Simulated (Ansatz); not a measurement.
**Abstraction of Cl: GeH2Cl2 + C2H5ClGa → GeH2Cl + C2H5Cl2Ga**

Gas-phase species: GeH2Cl2 `[Cl][GeH2][Cl]`, singlet; C2H5ClGa `C[CH2][Ga][Cl]`, doublet; GeH2Cl `[Cl][GeH2]`, doublet; C2H5Cl2Ga `C[CH2][Ga]([Cl])[Cl]`, singlet. A radical takes Cl: the energy is the difference in strength between the Ge–Cl bond broken and the Ga–Cl bond made.

Shapes, held fixed at every level: PBE0-D4/def2-TZVP. Flexible molecules stand in one conformer, not always the lowest. Programs: Ansatz 0.2.0. Electronic energies: no zero-point or thermal term.

```json
{"level": "MP2/def2-SVP", "kind": "perturbation theory", "ΔE (kJ/mol)": "-41.7", "less CCSD(T)/def2-TZVPP": "-13.0"}
{"level": "HF/def2-SVP", "kind": "Hartree–Fock", "ΔE (kJ/mol)": "-38.5", "less CCSD(T)/def2-TZVPP": "-9.8"}
{"level": "SPW92/def2-TZVPP", "kind": "LDA", "ΔE (kJ/mol)": "-21.3", "less CCSD(T)/def2-TZVPP": "+7.4"}
{"level": "B3LYP-D4/def2-TZVPP", "kind": "global hybrid", "ΔE (kJ/mol)": "-22.2", "less CCSD(T)/def2-TZVPP": "+6.5"}
{"level": "BHLYP-D4/def2-TZVPP", "kind": "global hybrid", "ΔE (kJ/mol)": "-26.9", "less CCSD(T)/def2-TZVPP": "+1.8"}
{"level": "CCSD/def2-TZVPP", "kind": "coupled cluster or CI", "ΔE (kJ/mol)": "-29.7", "less CCSD(T)/def2-TZVPP": "-1.0"}
{"level": "CCSD(T)/def2-TZVPP", "kind": "coupled cluster or CI", "ΔE (kJ/mol)": "-28.7", "less CCSD(T)/def2-TZVPP": "0.0"}
```

The highest level, CCSD(T)/def2-TZVPP, gives ΔE = -28.7 kJ/mol; the levels span -41.7 to -21.3. The column of differences is taken from that level and isn't an error. No measured value is set beside it here. Open shells run unrestricted. Relativity is left out for Ga, Ge. Outer-core shells of Ga, Ge are correlated, in sets that cover them unevenly.

Chlorine transfer from germanium to gallium is exothermic at every level, with CCSD(T) giving -28.7 kJ/mol, so the Ga–Cl bond formed is stronger than the Ge–Cl bond broken. The preference fits the lower electronegativity of gallium, which makes its bond to chlorine more polar, and probably gains from chlorine lone-pair donation into the formally empty 4p orbital of the three-coordinate product. The transfer also turns a Ga(II) radical into closed-shell Ga(III), the metal's usual oxidation state, while leaving a germyl radical behind.

CCSD and CCSD(T) differ by only 1.0 kJ/mol, which suggests that connected triples largely cancel between the two sides. The three density functionals all give a weaker driving force than CCSD(T), BHLYP coming closest, perhaps because its larger share of exact exchange alters the balance between the two radicals. The stronger exothermicity from HF and MP2 can't be assigned to their treatment of correlation alone, since their basis is also smaller. A favourable reaction energy doesn't establish a low barrier to abstraction.
